**Fine-structure intervals of highly charged mercury ions: screened Dirac model**

The table holds spin-orbit intervals of seven Hg ions (open 4d, 4p, 3p and 2p subshells with one electron or one hole) from two-component X2C GHF (PySCF) with bare and screened-nucleus spin-orbit terms, and GMP2 with the screened term. The program tests the point-nucleus Dirac splitting at charge Z − s(N − 1) against the bare column, beside the leading-order formula, no screening and full screening. With separate s for p (0.334) and d (0.405), fitted to all rows, the rms error is 2.4 %, while the leading-order formula leaves 12.3 % and needs charges above 80 for three rows. Each step of the series is split into an (n, l) factor and a screening remainder, which traces the 4.7-fold jump from Hg43+ to Hg45+ mainly to the change of l. The screened/bare ratio depends almost only on l (about 0.874 for d, 0.971 to 0.972 for p), a built-in property of the method, and correlation shifts are about 0.3 % or less.

Calculated values. PySCF 2.14.0, mercury ions, two-component X2C Hamiltonian, Gaussian nucleus, even-tempered bases up to f scaled to each ion. Intervals are total-energy differences, final less first configuration, with GHF spinors relaxed for each and the listed electrons frozen in GMP2. Screened-SO scales the one-electron spin-orbit term of the bare nucleus (bare-SO) by screened-nucleus factors.

## Script

```python
# Table: fine-structure intervals (1/cm) of Hg ions (Z=80), PySCF X2C one-electron Hamiltonian,
# GHF with bare and screened-nucleus spin-orbit, GMP2 with screened. Tested: screened Dirac
# hydrogenic splitting against leading order, no and full screening; screened/bare; correlation.
T = {
    'species': ['Hg35+', 'Hg43+', 'Hg45+', 'Hg63+', 'Hg67+', 'Hg71+', 'Hg75+'],
    'N': [45, 37, 35, 17, 13, 9, 5],
    'config': ['[Kr] (4d3/2)4 (4d5/2)5', '[Kr] (4d3/2)1', '[Ar] 3d10 4s2 (4p1/2)2 (4p3/2)3', '[Ne] 3s2 (3p1/2)2 (3p3/2)3', '[Ne] 3s2 (3p1/2)1', '[He] 2s2 (2p1/2)2 (2p3/2)3', '[He] 2s2 (2p1/2)1'],
    'final': ['[Kr] (4d3/2)3 (4d5/2)6', '[Kr] (4d5/2)1', '[Ar] 3d10 4s2 (4p1/2)1 (4p3/2)4', '[Ne] 3s2 (3p1/2)1 (3p3/2)4', '[Ne] 3s2 (3p3/2)1', '[He] 2s2 (2p1/2)1 (2p3/2)4', '[He] 2s2 (2p3/2)1'],
    'frozen': [28, 28, 10, 2, 2, 0, 0],
    'ghf_screened_so': [213500, 245000, 1155000, 4149000, 4322000, 16270000.0, 17050000.0],  # 1/cm
    'gmp2_screened_so': [214100, 245700, 1155000, 4149000, 4315000, 16270000.0, 17020000.0],  # 1/cm
    'ghf_bare_so': [244400, 280400, 1189000, 4270000, 4448000, 16750000.0, 17550000.0],  # 1/cm
}
import re
import numpy as np
from scipy.constants import alpha, m_e, c, h, physical_constants as pc
from scipy.optimize import brentq, least_squares
Z = 80
mc2 = m_e*c/h/100
Eh = pc['hartree-inverse meter relationship'][0]/100
sp = T['species']; N = np.array(T['N'], float)
S, M, B = (np.array(T[k], float) for k in ('ghf_screened_so', 'gmp2_screened_so', 'ghf_bare_so'))
sub = [re.findall(r'\((\d)([pd])\d/2\)(\d)', s) for s in T['config']]
n = np.array([int(s[0][0]) for s in sub]); l = np.array([' pd'.index(s[0][1]) for s in sub])
occ = np.array([sum(int(x[2]) for x in s) for s in sub]); nl = [s[0][0]+s[0][1] for s in sub]
lev = lambda z, n, k: mc2/np.sqrt(1+(z*alpha/(n-k+np.sqrt(k*k-(z*alpha)**2)))**2)
D = lambda z, n, l: lev(z, n, l+1)-lev(z, n, l)
L = lambda z, n, l: 0.5*mc2*alpha**4*z**4/(n**3*l*(l+1))
fl = lambda x: 0.5*10**(np.floor(np.log10(x))-3)
inv = lambda Y: np.array([brentq(lambda z: D(z, a, b)-y, 5, 110) for y, a, b in zip(Y, n, l)])
ZD, ZS = inv(B), inv(S); ZL = Z*(B/L(Z, n, l))**0.25; sig = Z-ZD
ex = np.log(D(ZD+.01, n, l)/D(ZD-.01, n, l))/np.log((ZD+.01)/(ZD-.01))
print(f"Z*alpha {Z*alpha:.4f}; max/min: screened {S.max()/S.min():.1f}, bare {B.max()/B.min():.1f}; rounding <= {100*max(fl(S)/S):.3f} %")
print("ion nl occ | Dirac/leading(Z=80) bare/Dirac80 | bare col: Zeff_lead Zeff_Dirac sigma sigma/(N-1) dln/dlnZ | sigma(screened col)")
for i in range(len(N)):
    print(f"{sp[i]} {nl[i]} {occ[i]} | {D(Z,n[i],l[i])/L(Z,n[i],l[i]):.3f} {B[i]/D(Z,n[i],l[i]):.3f} | {ZL[i]:.2f} {ZD[i]:.2f} {sig[i]:.2f} {sig[i]/(N[i]-1):.3f} {ex[i]:.2f} | {Z-ZS[i]:.2f}")
print("models of bare-SO column, error % by row in table order")
def show(name, y):
    e = 100*(y/B-1); w = np.argmax(abs(e))
    print(name, ' '.join(f"{x:+.1f}" for x in e), f"| rms {np.sqrt(np.mean(e**2)):.1f} worst {sp[w]}")
show("Dirac Z=80:", D(Z, n, l))
show("Dirac Z-N+1:", D(Z-N+1, n, l))
for nm, F in (("Dirac", D), ("leading", L)):
    s = least_squares(lambda p: np.log(F(Z-p[0]*(N-1), n, l)/B), [0.3]).x
    show(f"{nm} s={s[0]:.3f}:", F(Z-s[0]*(N-1), n, l))
    s = least_squares(lambda p: np.log(F(Z-p[l-1]*(N-1), n, l)/B), [0.3, 0.4]).x
    show(f"{nm} s_p={s[0]:.3f} s_d={s[1]:.3f}:", F(Z-s[l-1]*(N-1), n, l))
print("steps: ratio screened, bare | n^3 l(l+1) ratio, Dirac(Z=80) ratio, bare/Dirac remainder")
g = n**3*l*(l+1)
for i in range(len(N)-1):
    d = D(Z, n[i+1], l[i+1])/D(Z, n[i], l[i]); b = B[i+1]/B[i]
    t = f" | sigma per added {nl[i]} electron {(sig[i]-sig[i+1])/(occ[i]-occ[i+1]):.3f}" if nl[i] == nl[i+1] else ""
    print(f"{sp[i]}->{sp[i+1]}: {S[i+1]/S[i]:.3f} {b:.3f} | {g[i]/g[i+1]:.3f} {d:.3f} {b/d:.3f}{t}")
r = S/B; lam = 1-np.where(l == 1, 2, 10)/Z; dc = M-S
print("screened/bare +-round, assumed 1-Q/Z (Q=2,10), Q if linear, quadratic share if Q as assumed, bare-screened 1/cm")
for i in range(len(N)):
    u = r[i]*(fl(S[i])/S[i]+fl(B[i])/B[i])
    print(f"{sp[i]} {r[i]:.4f}+-{u:.4f} {lam[i]:.4f} {Z*(1-r[i]):.2f} {(lam[i]-r[i])/(lam[i]-lam[i]**2):.3f} {B[i]-S[i]:.4g}")
print("GMP2-GHF 1/cm +-round, % of GHF +-round, ratio to (bare-screened)")
for i in range(len(N)):
    print(f"{sp[i]} {nl[i]}^{occ[i]} {dc[i]:+.0f}+-{2*fl(S[i]):.0f} {100*dc[i]/S[i]:+.3f}+-{200*fl(S[i])/S[i]:.3f} {dc[i]/(B[i]-S[i]):+.3f}")
k = sp.index('Hg75+'); K = 45/512*ZD[k]/3
print(f"order of magnitude, Hg75+: hydrogenic G1(2s,2p)/3 {K:.1f} Eh; gap implied K^2/|shift| {K*K/abs(dc[k]/Eh):.0f} Eh; twice 2p interval {2*S[k]/Eh:.0f} Eh")
assert np.all(sig > 0) and np.all(sig < N-1)
assert np.all(ZL[n == 2] > Z)
assert np.ptp(r[l == 1]) < 1e-3 and np.ptp(r[l == 2]) < 1e-3 and r[l == 2].max() < r[l == 1].min()
assert np.all(dc[(l == 1) & (occ == 1)] < 0) and np.all(dc[l == 2] > 0) and np.all(abs(dc/S) < 5e-3)
```

Output:

```
Z*alpha 0.5838; max/min: screened 79.9, bare 71.8; rounding <= 0.043 %
ion nl occ | Dirac/leading(Z=80) bare/Dirac80 | bare col: Zeff_lead Zeff_Dirac sigma sigma/(N-1) dln/dlnZ | sigma(screened col)
Hg35+ 4d 9 | 1.071 0.366 | 63.30 62.65 17.35 0.394 4.08 | 19.39
Hg43+ 4d 1 | 1.071 0.420 | 65.52 64.80 15.20 0.422 4.09 | 17.31
Hg45+ 4p 5 | 1.273 0.499 | 71.44 68.46 11.54 0.339 4.37 | 11.99
Hg63+ 3p 5 | 1.284 0.750 | 79.26 75.08 4.92 0.308 4.49 | 5.40
Hg67+ 3p 1 | 1.284 0.781 | 80.07 75.76 4.24 0.353 4.50 | 4.72
Hg71+ 2p 5 | 1.277 0.877 | 82.29 77.72 2.28 0.285 4.53 | 2.78
Hg75+ 2p 1 | 1.277 0.919 | 83.26 78.52 1.48 0.369 4.54 | 1.97
models of bare-SO column, error % by row in table order
Dirac Z=80: +173.1 +138.0 +100.2 +33.3 +28.0 +14.0 +8.8 | rms 93.5 worst Hg35+
Dirac Z-N+1: -89.4 -79.2 -81.5 -50.5 -38.1 -29.0 -13.7 | rms 60.9 worst Hg35+
Dirac s=0.381: +3.7 +9.6 -8.8 -6.9 -2.0 -4.4 -0.3 | rms 6.0 worst Hg43+
Dirac s_p=0.334 s_d=0.405: -3.0 +4.0 +1.1 -2.5 +1.3 -2.3 +0.8 | rms 2.4 worst Hg43+
leading s=0.325: +16.1 +18.2 -13.2 -20.6 -18.4 -21.7 -20.2 | rms 18.5 worst Hg71+
leading s_p=0.174 s_d=0.388: -2.4 +3.2 +15.7 -9.9 -10.3 -16.7 -17.7 | rms 12.3 worst Hg75+
steps: ratio screened, bare | n^3 l(l+1) ratio, Dirac(Z=80) ratio, bare/Dirac remainder
Hg35+->Hg43+: 1.148 1.147 | 1.000 1.000 1.147 | sigma per added 4d electron 0.268
Hg43+->Hg45+: 4.714 4.240 | 3.000 3.567 1.189
Hg45+->Hg63+: 3.592 3.591 | 2.370 2.391 1.502
Hg63+->Hg67+: 1.042 1.042 | 1.000 1.000 1.042 | sigma per added 3p electron 0.171
Hg67+->Hg71+: 3.764 3.766 | 3.375 3.355 1.122
Hg71+->Hg75+: 1.048 1.048 | 1.000 1.000 1.048 | sigma per added 2p electron 0.201
screened/bare +-round, assumed 1-Q/Z (Q=2,10), Q if linear, quadratic share if Q as assumed, bare-screened 1/cm
Hg35+ 0.8736+-0.0004 0.8750 10.11 0.013 3.09e+04
Hg43+ 0.8738+-0.0003 0.8750 10.10 0.011 3.54e+04
Hg45+ 0.9714+-0.0008 0.9750 2.29 0.148 3.4e+04
Hg63+ 0.9717+-0.0002 0.9750 2.27 0.137 1.21e+05
Hg67+ 0.9717+-0.0002 0.9750 2.27 0.137 1.26e+05
Hg71+ 0.9713+-0.0006 0.9750 2.29 0.150 4.8e+05
Hg75+ 0.9715+-0.0006 0.9750 2.28 0.143 5e+05
GMP2-GHF 1/cm +-round, % of GHF +-round, ratio to (bare-screened)
Hg35+ 4d^9 +600+-100 +0.281+-0.047 +0.019
Hg43+ 4d^1 +700+-100 +0.286+-0.041 +0.020
Hg45+ 4p^5 +0+-1000 +0.000+-0.087 +0.000
Hg63+ 3p^5 +0+-1000 +0.000+-0.024 +0.000
Hg67+ 3p^1 -7000+-1000 -0.162+-0.023 -0.056
Hg71+ 2p^5 +0+-10000 +0.000+-0.061 +0.000
Hg75+ 2p^1 -30000+-10000 -0.176+-0.059 -0.060
order of magnitude, Hg75+: hydrogenic G1(2s,2p)/3 2.3 Eh; gap implied K^2/|shift| 39 Eh; twice 2p interval 155 Eh
```
